## Which stiffness belongs in the stress model

An engineer who models a lead dioxide electrode coating under compression has to enter a bulk modulus. One PBE calculation supplies two candidates: 121 GPa at the volume of lowest energy, and about 150 GPa at the denser cell from which the volume scan started. Composition, crystal structure and method are the same in both cases, yet the second value is 24 % larger than the first. To choose sensibly, one has to know why the crystal stiffens so quickly when it is squeezed.

PbO₂ (P4_2/mnm, 6-atom cell), Kohn–Sham DFT with Ansatz 0.2.0: PBE without dispersion correction, spin polarisation or spin–orbit coupling, Ansatz PAW potentials, 420 eV cutoff, 6×6×8 k mesh, Fermi–Dirac smearing of 0.05 eV. The cell is scaled at fixed shape and fractional coordinates; energies are counted from the minimum of the fitted equation of state.

| volume (Å³/atom) | energy (meV/atom) | pressure (GPa) |
| --- | --- | --- |
| 13.32 | 67.71 | 16.560 |
| 13.61 | 42.08 | 12.480 |
| 13.89 | 23.24 | 8.880 |
| 14.18 | 10.42 | 5.700 |
| 14.46 | 2.86 | 2.880 |
| 14.74 | 0.03 | 0.360 |
| 15.03 | 1.43 | -1.870 |

## What the squeeze costs

Volume and energy are counted per atom, with the energy measured from the fitted minimum. The pressure is what must act on the crystal to hold it at that volume; a negative value is a pull. Neighbouring rows differ by nearly the same slice of volume, about 2 % of the starting cell. The slice that crosses the minimum changes the pressure by 2.23 GPa, and the last slice, into the smallest cell, by 4.08 GPa.

A small part of this growth is trivial, because a fixed slice is a larger fraction of a smaller cell. The bulk modulus $B=-V\,dP/dV$ removes that effect, since it compares pressure with the fractional change of volume. Taken between neighbouring rows, as the pressure step divided by the step in $\ln V$ with the volumes before rounding, it still climbs from 117 to 194 GPa. It rises at every step.

No row breaks the trend. Row 14.74 looks like the minimum because its energy is almost zero, but it still carries a pressure of 0.36 GPa. Dividing this by 121 GPa shows that the crystal must expand by a further 0.3 % to be free of pressure, which leads to the fitted minimum at 14.786 Å³. Only row 15.03 lies beyond that point, so the table describes compression much better than expansion.

## A steep wall and a gentle slope

In this scan the cell keeps its shape and the atoms keep their relative positions. Every distance therefore shrinks by the same factor, and the whole crystal can be described by one length, the lead–oxygen bond $r$. Between the largest and the smallest cell this bond shortens by only about 4 %, from 2.215 to 2.128 Å. A modest change of bond length thus goes with a large change of stiffness.

The standard explanation rests on two forces with different reach. Attraction between unlike charges varies slowly with distance. Repulsion sets in when the filled electron shells of neighbouring atoms overlap: the Pauli principle keeps their electrons from sharing the same states, and this raises their kinetic energy. Because the outer tails of the shells fall off steeply, the overlap grows quickly as the atoms approach.

At the minimum the two forces balance. On compression the repulsion gains more than the attraction, and its own rate of growth increases too. The crystal is pushed up a wall that steepens, whereas on expansion it moves out along a gentler slope. The energies show this lopsidedness: a parabola in the volume, with the correct curvature at the minimum, gives 54.5 meV for the smallest cell, while the calculation gives 67.7 meV. Part of that gap is mere geometry, which has to be separated out.

## How much is mere geometry

Some stiffening would occur even if the bonds were perfect springs. Pressure is force divided by area, and the faces of the cell shrink as the bonds shorten. With $x=r/r_0$, where $r_0$ is the bond length at the minimum and $B_0$ the modulus there, springs give

$$P=3B_0\,\frac{1-x}{x^2}.$$

For a small shortening this leads to $B\approx B_0+P$. Each gigapascal of pressure then adds one gigapascal to the modulus. In the table it adds about five, as the rise of the modulus between the end intervals shows. At the smallest cell the springs reach only 13.3 GPa, where the calculation has 16.6 GPa.

Most of the difference can be traced to one property of the energy curve. Let $E(r)$ be the energy per atom when all distances scale together, with primes for derivatives at $r_0$. The rate at which the modulus rises with pressure, at the minimum, is then exactly

$$B'=1-\frac{r_0E'''}{3E''}.$$

The 1 is the share of geometry. The second term measures how lopsided the energy curve is, and it vanishes for springs. The equation of state fitted to the energies has $B'=5.23$, so at the minimum about four fifths of the stiffening comes from the lopsided energy curve and one fifth from geometry.

## Born's model of the wall

The simplest energy with a gentle attraction and a steep repulsion is Born's:

$$E(r)=-\frac{A}{r}+\frac{C}{r^n}.$$

Here $A$ and $C$ set the strengths of the two parts, and $n$ sets the steepness of the wall. The balance of forces at $r_0$ ties $C$ to $A$. The curvature then gives $9B_0V_0=(n-1)A/r_0$, where $V_0$ is the volume per atom at the minimum. Since volume varies as $r^3$, the derivative of the energy becomes

$$P=\frac{3B_0}{n-1}\left[\left(\frac{V_0}{V}\right)^{(n+3)/3}-\left(\frac{V_0}{V}\right)^{4/3}\right],\qquad B'=\frac{n+7}{3}.$$

The first term in the bracket is the wall and the second the attraction. A larger $n$ makes the wall steeper and the stiffening faster.

The exponent and the prefactor were adjusted by least squares to the pressures of all seven rows, with $V_0$ held at the fitted minimum. The result is $n=8.65$ and a prefactor of 47.4 GPa. The typical miss is 0.006 GPa, about the size of the last printed digit.

## One pressure worked in full

Take the smallest cell, which was part of the fit. Its volume before rounding is 13.325 Å³, so the compression ratio is

$$\frac{V_0}{V}=\frac{14.786}{13.325}=1.1096.$$

The wall term has the exponent $(8.65+3)/3=3.883$ and gives $1.1096^{3.883}=1.498$. The attraction term gives $1.1096^{4/3}=1.149$. The pressure follows as

$$P=47.43\times(1.498-1.149)\ \text{GPa}\approx16.6\ \text{GPa},$$

in agreement with the table. A compression of about 10 % has raised the wall term by half and the attraction term by only 15 %. The pressure is the difference between the two, and that difference widens faster than the volume shrinks.

The good fit supports the shape of the curve, but it does not measure the true law of repulsion. Suppose the attraction varied as $1/r^2$ instead of $1/r$. The general rule for two powers $m$ and $n$ is $B'=(m+n+6)/3$, so an exponent of 7.65 for the wall would then give the same $B'$. Over so short a range, other pairs with nearly the same sum, and indeed any smooth equation of state with an adjustable modulus and slope, are expected to fit about as well. The rows fix the combined steepness of the two parts, not each exponent on its own.

## Where the picture of full ions fails

Lead dioxide is often written as Pb⁴⁺ and O²⁻. If these charges were real point charges, the attraction would be known in advance and $n$ could no longer be adjusted. With a rough recalled Madelung constant of 2.4 for the rutile structure and a bond of 2.20 Å at the minimum, the attraction per atom is

$$\frac{A}{r_0}\approx\frac{2.4\times8\times14.4}{3\times2.20}\ \text{eV}\approx42\ \text{eV}.$$

The 8 is the product of the two charges, 14.4 eV Å is the Coulomb constant, and the 3 counts the atoms in PbO₂.

The computed stiffness then fixes the wall. With 160.2 GPa equal to 1 eV/Å³,

$$n-1=\frac{9B_0V_0}{A/r_0}\approx\frac{9\times121\times14.786}{160.2\times42}\approx2.4.$$

An exponent of 3.4 means a soft wall, and $B'$ drops to about 3.5. The pressure of the smallest cell comes out 9 % below the calculated one. An exponential wall in place of the power law does worse, with $B'$ near 2.9, so the failure does not hang on that one choice.

The reason is instructive. A very strong attraction has to be balanced by an equally strong repulsion. If the crystal is nevertheless to be no stiffer than 121 GPa, that repulsion must change slowly with distance, and a slowly changing repulsion cannot make the energy curve lopsided enough.

Chemistry suggests what the ionic picture lacks. Lead and oxygen share electrons, so their effective charges are smaller than the formal ones, and the energy gained by sharing depends on orbital overlap, which varies faster with distance than $1/r$. Smaller charges weaken the attraction, so the same stiffness then needs a steeper wall, and this raises $B'$. What the sharing of electrons does to $B'$ depends on its strength and its reach. This is a plausible reading of the misfit; the volume scan shows that full point charges fail with these two walls, not which correction repairs them.

## From this oxide to other solids

In PbO₂ a uniform squeeze shortens strong bonds throughout the crystal. The modulus is therefore high from the start and rises at a moderate rate. In a molecular crystal such as dry ice, a squeeze first closes the gaps between molecules, which are held together by weak forces of short reach. Such a solid is expected to start soft and to have a larger $B'$.

The same reasoning gives a working rule. Find the contacts that shorten, and ask how strongly they are held and how steeply their forces vary with distance. In Born's model, for a given structure and bond length, the two together set the modulus at the minimum, through the product $(n-1)A$, while the steepness alone sets how fast the modulus rises with pressure.

## Choosing the value

The two candidates from the opening are points on one curve. The starting cell, row 14.18, is smaller than PBE prefers, and in this calculation it takes 5.7 GPa to hold it there. Its modulus of about 150 GPa, the mean of the two intervals that meet at this row, is that of a compressed crystal. The 121 GPa belongs to the crystal that PBE regards as free of load.

The choice therefore depends on density. PBE commonly makes oxides too large, and a lattice that is too large is usually also too soft. If the crystal in the real coating, pores not counted, has a density close to that of the starting cell, 121 GPa is probably an underestimate. The starting cell need not have the measured density either: a crystal denser still lies above both values on this curve. For a volume strain of 1 %, the two values mean stresses of about 1.2 and 1.5 GPa, and this spread is a fair reminder of how much the assumed density matters.

Three simplifications can affect the absolute value. A real crystal under pressure can adjust its shape and its oxygen positions, which lowers the energy at a given volume; if the cell at the minimum is itself relaxed, this makes the material softer than the scan suggests. Spin–orbit coupling, which can matter for an element as heavy as lead, is not included, and its effect on the stiffness is untested. The atoms are also held still, so the thermal expansion that usually softens a warm crystal is missing. The modulus should therefore be quoted together with its volume, and for larger strains the pressure curve is a better input than any single number, as long as the crystal keeps the rutile structure. The scan holds that symmetry fixed and cannot show a change of structure. Rutile-type PbO₂ is reported to distort and then transform at pressures of a few gigapascals, so the most compressed rows describe a constrained crystal.
